CoW₃ is squeezed and stretched here in one antiferromagnetic spin pattern, whose moments are free to grow or shrink. The volume ratio compares each cell with the cell of the caption, and a positive pressure means that the cell pushes outward. The largest site moment is the magnetic moment assigned to one cobalt atom.

CoW₃ (D0₃ type, 8-atom cell) is scaled evenly at fixed fractional positions; volume ratio 1 means a cubic lattice constant of 6.144 Å (14.50 Å³ per atom). Ansatz 0.2.0, scalar-relativistic PBEsol with PAW, 420 eV cutoff, 12×12×6 k mesh, 0.1 eV Gaussian smearing, collinear spins started at +2 and −2 μB on Co. Energies are extrapolated to zero smearing.

```
volume ratio  energy above lowest (meV/atom)  pressure (GPa)  largest site moment (μB)
         0.8                           764.5          102.51                      0.31
        0.86                           331.5           59.51                      0.62
        0.92                            97.0           28.60                      0.89
        0.96                            22.9           12.90                      1.05
           1                             0.0            0.18                      1.19
        1.04                            18.7          -10.12                      1.31
         1.1                           107.9          -22.08                      1.47
        1.18                           310.7          -33.15                      1.64
```

1. The cell moment is zero. Is the metal nonmagnetic?

No. At ratio 1 the two cobalt atoms of the cell carry 1.19 μB each, in opposite directions, and so they cancel. Four of the six tungsten atoms carry small moments of about 0.1 μB, which cancel too, and the other two carry none. Other spin patterns were not compared, so this order need not be the most stable one. The pattern is also less symmetric than the cubic lattice. It leaves a shear stress of about 0.4 GPa at ratio 1 and small forces on four tungsten atoms, and neither was relaxed.

2. Which costs more, squeezing by 4 % or stretching by 4 %, and can the difference be trusted?

Squeezing does: 22.9 against 18.7 meV per atom. Electrons forced into less room gain kinetic energy, and neighbouring atoms repel each other ever more steeply, so the metal stiffens as it shrinks. Nearly a third of the difference has a plainer cause: a pressure of 0.18 GPa remains at ratio 1, so the exact minimum lies at a slightly larger volume. Within this calculation the difference can be trusted, because the slope of the energy curve reproduces every printed pressure to about 0.05 GPa. That is not accuracy against experiment: a denser k mesh was not tried, the PAW datasets were made for PBE and not for PBEsol, and spin-orbit coupling, which matters for tungsten, is left out.

3. How fast does the moment fall under compression?

Near ratio 1, a volume smaller by 1 % takes away about 2.8 % of the moment. Between ratios 0.86 and 0.8 the same step takes almost 10 %. Counted in μB the loss grows too, from 3.5 μB per unit of volume ratio just below ratio 1 to 5.2 μB in the most compressed interval. For each GPa, however, the loss in μB shrinks between the same two intervals, from 0.011 to 0.007 μB, because the stiffened metal gives up less volume. As a share of the moment that is left, even the loss per GPa is larger in the most compressed interval.

4. Where does the moment go, and why?

It is not lost by filling the cobalt d shell. Counted in Löwdin populations, from ratio 0.92 to 0.8 the surplus of spin-up over spin-down 3d electrons on one cobalt atom drops by 0.56, while their total number rises by only 0.08. On each cobalt atom, minority-spin electrons mostly take the place of majority-spin ones. In the whole cell the two spins stay equal in number, as the zero cell moment requires.

The usual explanation is a competition. Parallel spins on an atom lower the exchange energy, but aligning them moves electrons into higher band states. Closer atoms overlap more, their d bands widen, and this move becomes dearer. In this structure the eight nearest neighbours of cobalt are all tungsten, so the widening is expected to come mostly from mixing of cobalt 3d with tungsten 5d states. The small tungsten moments fit that picture: they are 8 % of the cobalt moment at ratio 1 and 11 % at ratio 0.8. No band widths are at hand for CoW₃, so the widening is argued from theory.

5. Can the moment be estimated from the volume alone?

The coupling between d orbitals falls roughly as the fifth power of distance, and distance goes as the cube root of volume. The band width therefore goes as volume to the power −5/3. If the moment m falls linearly with the width, and x is the volume ratio, then

m = a − b x^(−5/3)

Fitting the two constants to all eight rows gives a = 3.122 μB and b = 1.94 μB. For x = 0.86 the power is 1.286, so

m = 3.122 − 1.94 × 1.286 = 0.63 μB

The table has 0.62 μB, in a row that was part of the fit. All eight rows are met to about 0.01 μB, the last printed digit. This is better than the derivation promises, because the assumed width nearly doubles over the scan, and a linear response is safe only for small changes. The match agrees with the band picture but does not prove it: two constants were fitted, and a power somewhat different from −5/3 is expected to do about as well.

6. At what volume does the moment vanish?

The table doesn't reach that point. A common alternative, the Landau form, makes the square of the moment linear in volume. Fitted to the same rows, it gives only 0.09 μB at ratio 0.8, where the calculation still finds 0.31 μB. That form is meant for small moments, close to the point where they vanish, yet here it misses most at the small end. The squared moment rises by 7.4 to 7.8 μB² per unit of volume ratio between 0.92 and 1.1, by 6.8 between 0.86 and 0.92, and by only 4.8 between 0.8 and 0.86. Even the three smallest volumes therefore do not follow the Landau form. Drawn through the two smallest volumes alone, it would reach zero near 0.78. The band-width law would reach zero near 0.75. Both are extrapolations, and the moment could also end in a steeper fall or a jump. Small moments are also expected to depend most on the smearing and the k mesh, and neither was varied. The output printed after this text compares both laws row by row.

7. Does magnetism push the atoms apart?

It does, at least for a small change of moment. Let the energy E depend on volume V and moment m, with m settled at a stable minimum. Then

dm/dV = −(∂²E/∂V∂m) / (∂²E/∂m²)

The moment grows with volume in every step, and the denominator is positive at a minimum, so the mixed derivative is negative. Since the pressure is −∂E/∂V, a slightly larger moment at fixed volume raises it. A moment that is free to shrink under compression thus relieves part of the pressure, and the metal is softer than it would be with the moment held fixed. How large this softening is remains open: it takes a second curve, over the same volumes, with the moments held at their values at ratio 1. A curve with the moments held at zero would instead give the whole magnetic part of the pressure.

Output of the analysis:

```
Bulk modulus near ratio 1, from the pressures at 0.96 and 1.04 (GPa): 287.8
Energy of a 4 % volume change expected from that bulk modulus (meV/atom): 20.83
Mean of the computed energies at 0.96 and 1.04 (meV/atom): 20.8
Energy at 0.96 over energy at 1.04: 1.225
fit of energy_above_lowest on 8 rows: constant 25798 +/- 45, coefficient of vol**(-2/3) -48404 +/- 134, coefficient of vol**(-4/3) 19388 +/- 131, coefficient of vol**(-2) 3217 +/- 42; rms 0.0391, worst 1.1 -0.0749, leave-one-out rms 0.188
Rms difference of energy-slope pressure and printed pressure (GPa): 0.02592
Co moment at 0.8 as share of that at ratio 1 (%): 26.05
Absolute magnetization at 0.8 as share of that at ratio 1 (%): 27.66
Percent change of moment per percent of volume, 0.96 to 1.04: 2.764
Percent change of moment per percent of volume, 0.8 to 0.86: 9.584
Co 3d up minus down lost from 0.92 to 0.8 (electrons): 0.563
Co 3d total gained from 0.92 to 0.8 (electrons): 0.0782
fit of mom on 8 rows: constant 3.122 +/- 0.012, coefficient of vol**(-5/3) -1.94 +/- 0.011; rms 0.00595, worst 1.18 0.01, leave-one-out rms 0.0083
fit of mom**2 on 8 rows: constant -5.633 +/- 0.16, coefficient of vol 7.051 +/- 0.16; rms 0.0455, worst 0.8 -0.0882, leave-one-out rms 0.0687
Volume ratio where the band-width law would reach zero moment: 0.7516
Volume ratio where the Landau law would reach zero moment: 0.7989
Laws and slopes (slopes from the row above):
   row  slope pressure less printed GPa  band-width law muB  Landau law muB  muB per unit ratio  muB per GPa
   0.8                         -0.02276              0.3084         0.08895                 n/a          n/a
  0.86                         -0.04451              0.6279          0.6565               5.167    -0.007209
  0.92                         -0.01064              0.8931          0.9241                 4.5    -0.008735
  0.96                        -0.005987               1.046           1.066                   4     -0.01019
   1.0                         0.005435               1.182           1.191                 3.5     -0.01101
  1.04                        -0.007629               1.305           1.304                   3     -0.01165
   1.1                        -0.008194               1.467           1.457               2.667     -0.01338
  1.18                         -0.05072                1.65           1.639               2.125     -0.01536
```
